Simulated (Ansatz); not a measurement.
## Nb2CuCS2: energy above lowest point and pressure against volume scale

Results calculated with Ansatz 0.2.0, not measured. Free energy against uniform scaling of the volume at fixed shape and fractions; periodic cell, basis, potentials, k mesh and filling as listed.

The cell before it is scaled or strained (space group P3m1, No. 156):
```
CELL_PARAMETERS angstrom
3.37070 0.00000 0.00000
-1.68530 2.91910 0.00000
0.00000 0.00000 9.07380
ATOMIC_POSITIONS crystal
Nb 0.00000 0.00000 0.11834
Nb 0.33333 0.66667 0.87165
Cu 0.00000 0.00000 0.44996
C 0.66667 0.33333 0.99740
S 0.00000 0.00000 0.69194
S 0.33333 0.66667 0.31070
```

Settings of every row: functional r2SCAN; dispersion none; potentials norm-conserving; wave cutoff 1450 eV; density cutoff 5800 eV; k mesh 8x8x3; k shift 0x0x0; occupations fermi dirac; smearing width 0.1 eV; spin none.

Limits: coarse k mesh, up to 40 meV an atom off; odd electron count without spin; the cell comes from a prototype or a list of computed structures and needn't be the stable phase.

```
row  volume scale  V (Å³/atom)  energy above lowest point (meV/atom)  pressure (GPa)
  1          0.88       13.095                                   120              27
  2          0.92        13.69                                     ?               ?
  3          0.96       14.285                                   5.3            5.44
  4             1        14.88                                     0            -2.3
  5          1.04       15.475                                  20.5           -8.53
  6          1.08       16.071                                  61.8          -13.53
  7          1.12       16.666                                 119.8          -17.54
```

Question: what energy above lowest point and pressure should row 2 give?

Worked fit of energy above lowest point. Take u = (V_r/V)^(2/3) − 1 with V_r = 15.178 Å³ an atom, which is twice the finite (Eulerian) strain; such expansions in the strain, on which the Birch-Murnaghan equation of state is built, carry the rest volume and the bulk modulus. The shown rows have u = 0.10342, 0.04125, 0.01331, -0.01284, -0.0374, -0.06045. Least squares give energy above lowest point = 7.38 − 792.33 × u + 17853.9 × u² + 3259 × u³ meV/atom; a parabola predicts inner rows, each left out in turn, worse (root mean square 0.53 against 0.018 meV/atom). All shown rows lie on it to the printed digit. Its lowest point lies at u = 0.0221, or V = 14.69 Å³ an atom, and the curvature there gives the bulk modulus at fixed shape and fractions, B = (4/9)(1 + u)² E″(u)/V = 183 GPa. Letting shape and atoms relax would as a rule lower it, by much in layered, chain or molecular crystals. The withheld row has u = 0.07121, so the fit gives 7.38 − 792.33 × (0.07121) + 17853.9 × (0.07121)² + 3259 × (0.07121)³ = 42.7 meV/atom.

The calculation gave 42.7 meV/atom. The fit meets it to the printed digit.

Worked fit of pressure. Take u = (V_r/V)^(2/3) − 1 with V_r = 15.178 Å³ an atom, which is twice the finite (Eulerian) strain; such expansions in the strain, on which the Birch-Murnaghan equation of state is built, carry the rest volume and the bulk modulus. The shown rows have u = 0.10342, 0.04125, 0.01331, -0.01284, -0.0374, -0.06045. Least squares give pressure = −5.587 + 237.755 × u + 694.04 × u² + 520.2 × u³ GPa; a parabola predicts inner rows, each left out in turn, worse (root mean square 0.083 against 0.0078 GPa). The rows lie off it by 0.00, 0.00, 0.00, 0.00, 0.01, 0.00. The pressure vanishes at u = 0.0221, or V = 14.69 Å³ an atom, and there the bulk modulus at fixed shape and fractions is B = −V dP/dV = (2/3)(1 + u) dP/du = 183 GPa. Letting shape and atoms relax would as a rule lower it, by much in layered, chain or molecular crystals. The withheld row has u = 0.07121, so the fit gives −5.587 + 237.755 × (0.07121) + 694.04 × (0.07121)² + 520.2 × (0.07121)³ = 15.05 GPa.

The calculation gave 15.05 GPa. The fit meets it to the printed digit.
